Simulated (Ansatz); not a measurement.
**From Si(NH2)4 to SiCl4: predicting a member**

On one Si centre, n of the NH2 ligands are replaced by Cl. The HOMO–LUMO gap y in eV at wB97X-V/def2-TZVPP. Shapes: PBE0-D4/def2-TZVP. Flexible molecules stand in one conformer, not always the lowest. Programs: Ansatz 0.2.0.

```
   molecule  n  y (eV)
   Si(NH2)4  0   11.84
 Si(NH2)3Cl  1   12.59
Si(NH2)2Cl2  2       ?
 Si(NH2)Cl3  3   13.20
      SiCl4  4   13.73
```

Task: Fit y = c + s·n to the known rows and predict Si(NH2)2Cl2.

Result: 
1. Means of the 4 rows: n = 2.00000, y = 12.840.
2. Σ(Δn)² = 10, Σ(Δn·Δy) = 4.39, so the slope is 4.39/10 = 0.439.
3. Intercept: 12.840 − (0.439) × 2.00000 = 11.962. The largest residual of the fit is 0.19.
4. Si(NH2)2Cl2: 11.962 + (0.439) × 2 = 12.84 eV.

The run gave 13.02 eV, so the prediction is off by -0.18 eV, within the largest residual. The step per swap drifts from +0.75 to +0.53 eV. Other levels give for Si(NH2)2Cl2: r2SCAN-D4/def2-TZVPP 7.29; PBE0-D4/def2-TZVPP 8.65 eV. Orbital gaps aren't excitation energies, and the LUMO depends on the basis. At 6 other levels on record the series doesn't rise at every step.

At this level, replacing amide by chloride widens the gap from 11.84 to 13.73 eV, but not in equal increments: the gain is largest at the first swap, smallest between Si(NH2)2Cl2 and Si(NH2)Cl3, and larger again at SiCl4. The likely main cause is the HOMO. Nitrogen lone pairs lie above the chlorine 3p lone pairs, and electron-withdrawing chlorine stabilises those that remain. The first swap probably also relieves mixing among the nitrogen lone pairs, while the last removes the nitrogen donor level altogether, leaving a HOMO of chlorine lone-pair character. Lowering of the Si–Cl antibonding orbitals would work against this widening.

The straight line is therefore a serviceable interpolation within this series, not evidence that each ligand contributes a fixed amount. The much smaller gaps from the other functionals probably reflect their different treatment of exchange, so the fitted intercept has no meaning beyond this level. Gaps alone cannot separate the HOMO shift from the LUMO shift; orbital energies would be needed for that.
